One shift for all?

The simplest guess is that a better theory of electron levels widens the gap and changes little else. All empty states of Zn2SeS would then move up together, like a shelf raised by one notch. That would be convenient, because one known gap would then correct every empty level. In this calculation, going from r2SCAN to G0W0 opens the gap by 0.85 eV, but the rises of the empty states differ among themselves by up to half an eV.

One-shot G0W0 on r2SCAN for Zn2SeS (space group P-4m2, 4-atom cell relaxed with r2SCAN), computed with Ansatz 0.2.0 using plane waves and PAW, without spin polarisation. The runs use a 500 eV wave cutoff, an 80 eV screening cutoff, 137 empty bands, a 4×4×2 k mesh and contour deformation. Kohn-Sham and quasiparticle levels are each counted from their own valence top.

```
band  a (fraction of the reciprocal vector)  b (fraction of the reciprocal vector)  c (fraction of the reciprocal vector)  kohn sham level (eV)  quasiparticle level (eV)  exchange less vxc (eV)  correlation (eV)
  v2                                      0                                      0                                      0                 0.000                     0.000                  -2.944             2.507
  v1                                      0                                      0                                      0                 0.000                     0.000                  -2.944             2.507
  c1                                      0                                      0                                      0                 2.164                     3.010                   4.167            -3.758
  c2                                      0                                      0                                      0                 3.509                     4.124                   3.722            -3.544
  v2                                      0                                      0                                   -0.5                -0.980                    -1.046                  -3.003             2.501
  v1                                      0                                      0                                   -0.5                -0.980                    -1.046                  -3.003             2.501
  c1                                      0                                      0                                   -0.5                 4.375                     5.439                   4.694            -4.066
  c2                                      0                                      0                                   -0.5                 4.445                     5.142                   4.152            -3.891
  v2                                      0                                   0.25                                      0                -0.946                    -1.015                  -3.142             2.636
  v1                                      0                                   0.25                                      0                -0.186                    -0.195                  -2.950             2.505
  c1                                      0                                   0.25                                      0                 3.722                     4.622                   4.329            -3.865
  c2                                      0                                   0.25                                      0                 4.312                     5.144                   4.194            -3.798
  v2                                      0                                   -0.5                                   -0.5                -0.902                    -0.940                  -3.031             2.557
  v1                                      0                                   -0.5                                   -0.5                -0.565                    -0.585                  -2.864             2.408
  c1                                      0                                   -0.5                                   -0.5                 3.231                     4.128                   4.297            -3.837
  c2                                      0                                   -0.5                                   -0.5                 3.509                     4.477                   4.415            -3.884
  v2                                   0.25                                   0.25                                   -0.5                -1.052                    -1.105                  -3.116             2.627
  v1                                   0.25                                   0.25                                   -0.5                -0.913                    -0.964                  -3.129             2.641
  c1                                   0.25                                   0.25                                   -0.5                 4.945                     6.021                   4.834            -4.195
  c2                                   0.25                                   0.25                                   -0.5                 4.947                     5.907                   4.640            -4.116
  v2                                   -0.5                                   -0.5                                      0                -2.311                    -2.409                  -3.338             2.804
  v1                                   -0.5                                   -0.5                                      0                -2.113                    -2.217                  -3.177             2.636
  c1                                   -0.5                                   -0.5                                      0                 3.217                     3.838                   3.690            -3.505
  c2                                   -0.5                                   -0.5                                      0                 3.688                     4.248                   3.639            -3.515
```

In the table, v1 and v2 are the two highest filled bands, c1 and c2 the two lowest empty ones, numbered in their r2SCAN order. The numbers a, b and c give the k point, and Γ is the point (0, 0, 0). The kohn sham level is the r2SCAN starting energy and the quasiparticle level is the G0W0 result. Each is counted from its own valence top, and "rise" below means the second less the first.

The tempting answer: a stretch

If one shift won't do, perhaps the shift grows with distance from the gap. The filled states support this: the deeper ones tend to move further down, with a correlation of 0.95 between shift and starting energy. For the empty states the same correlation is only 0.37. A straight line in energy describes their rises hardly better than a single constant.

Two rows settle the matter. The state c2 at Γ and the state c2 at (0, −0.5, −0.5) both start at 3.509 eV. The first ends at 4.124 eV, the second at 4.477 eV. A rule that knows only the starting energy, straight or curved, must give both the same result.

What separates the two states

The level shift has two parts. "Exchange less vxc" is the change when the r2SCAN exchange-correlation potential, vxc, is replaced by bare exchange. "Correlation" is the response of the other electrons, which lowers an empty state again. It is taken at the final quasiparticle energy, so part of it grows simply because the level has moved up. Their sum is the shift before the levels are counted from the valence top.

The same calculation also gives the strength of bare exchange between each state and the filled electrons. It is 1.47 eV larger for the state at (0, −0.5, −0.5) than for the one at Γ. The table shows that exchange less vxc is 0.69 eV larger as well, so the pull of vxc must be larger by

1.47 + 0.69 = 2.16 eV.

Replacing vxc by exchange therefore favours this state by 0.69 eV. Correlation takes back 0.34 eV, and 0.35 eV of extra rise remains.

Theory offers a reason. A semilocal potential such as that of r2SCAN pulls on an empty state wherever the filled electrons are dense, much as if the state were one of them. True exchange acts on it only through its product with each filled orbital. For an empty state these products average to zero over space, so that hold is expected to be weaker. At similar starting energy, the more an empty state lies on the filled electrons, the more excess pull it is expected to lose. In all twelve empty states of the table, the replacement raises the level by roughly a third of the size of vxc, from 0.32 to 0.38 of it. That share is not fixed. The state c1 at Γ has a vxc of size 13.16 eV and c2 at (0, 0, −0.5) one of 10.93 eV, yet exchange less vxc is nearly the same, 4.167 and 4.152 eV. The second starts 2.28 eV higher, so energy has to enter the model as well.

A simple model

Let E be the starting energy and X the strength of bare exchange, both in eV. A least-squares fit to the twelve empty states gives

rise ≈ −0.99 + 0.087 E + 0.184 X.

For our two states E is equal, so the constant and the energy term cancel in the difference:

0.184 × 1.47 ≈ 0.27 eV.

The calculation gives 0.35 eV, so the model finds about three quarters of the difference. Both rows were part of the fit, so this is a check of size and not a prediction. The model's typical miss is 0.06 eV, against 0.17 eV for one common shift. It does worst for c1 at (0, 0, −0.5), which rises 0.11 eV more than the formula gives. The agreement is not a matter of definition, since stronger bare exchange taken alone would lower a level.

How far the explanation reaches

Exchange strength mainly sorts the empty states into two groups. Four with weak exchange rise by 0.62 eV on average, the other eight by 0.94 eV, and the groups don't overlap. Among the eight, exchange strength taken alone has almost no ordering power, while starting energy has some. Why energy matters there is left open by these numbers. The formula also fails for filled states, whose exchange includes a term with themselves.

The difference can change the order of bands. At (0, 0, −0.5), c2 starts 0.07 eV above c1 and ends 0.30 eV below it. One common shift would keep the old order. For a related semiconductor, a first guess, not tested here, is that an empty state lying clearly more on the filled electrons rises more. The comparison belongs at one k point or at similar energy. At each of the six k points here, the one of c1 and c2 with the stronger exchange rises more, while across different energies small differences in exchange strength don't rank the rises, as the eight states show.

The gap of 3.01 eV itself should not be read as final. With finite bands, cutoffs and k mesh, the run falls short of the basis limit, by an amount not measured for Zn2SeS. In the data makers' tests on other systems the median shortfall in the gap was 6 to 9 %. The rises of single states carry the same limit, and how far it would change the differences between them was not tested. The filled Zn d shell may also keep the gap low. Spin-orbit coupling, which is missing, would split the valence top and reduce the gap slightly. The printed output after this text gives the fit and the comparisons in full.

Numerical output:

```
absolute shift of the valence top, eV: -0.437
opening of the gap at Gamma, eV: 0.846
smallest rise of an empty state against the valence top, eV: 0.56
largest rise of an empty state against the valence top, eV: 1.076
rms miss of a rigid shift, empty states, eV: 0.1685
rms miss of a straight line in starting energy, empty states, eV: 0.1564
rms miss of a straight line in exchange strength, empty states, eV: 0.08726
correlation of shift with starting energy, empty states: 0.3731
correlation of shift with starting energy, filled states: 0.9487
correlation of shift with exchange strength, empty states: 0.8555
equal-energy pair, (0 -0.5 -0.5) c2 less Gamma c2, difference of rise, eV: 0.353
same pair, difference of exchange less vxc, eV: 0.693
same pair, difference of correlation part, eV: -0.34
same pair, difference of exchange strength, eV: 1.469
c2 less c1 at (0 0 -0.5), starting levels, eV: 0.07
c2 less c1 at (0 0 -0.5), quasiparticle levels, eV: -0.297
mean rise of the four empty states with weak exchange, eV: 0.6232
mean rise of the eight other empty states, eV: 0.9429
among the eight, correlation of rise with starting energy: 0.6033
among the eight, correlation of rise with exchange strength: 0.1399
smallest ratio of exchange less vxc to size of vxc, empty states: 0.3166
largest ratio of exchange less vxc to size of vxc, empty states: 0.3798
fit of up on 12 rows (emp): constant -0.9922 +/- 0.21, coefficient of ks 0.08734 +/- 0.024, coefficient of bare 0.1836 +/- 0.023; rms 0.0555, worst c1 -0.11, leave-one-out rms 0.0689
  rows outside the fit (model, value, miss): v2 3.163, 0, 3.16; v1 3.163, 0, 3.16; v2 2.656, -0.066, 2.72; v1 2.656, -0.066, 2.72; v2 2.872, -0.069, 2.94; v1 3.057, -0.009, 3.07; v2 2.832, -0.038, 2.87; v1 2.751, -0.02, 2.77; v2 2.832, -0.053, 2.89; v1 2.829, -0.051, 2.88; v2 2.325, -0.098, 2.42; v1 2.337, -0.104, 2.44
```
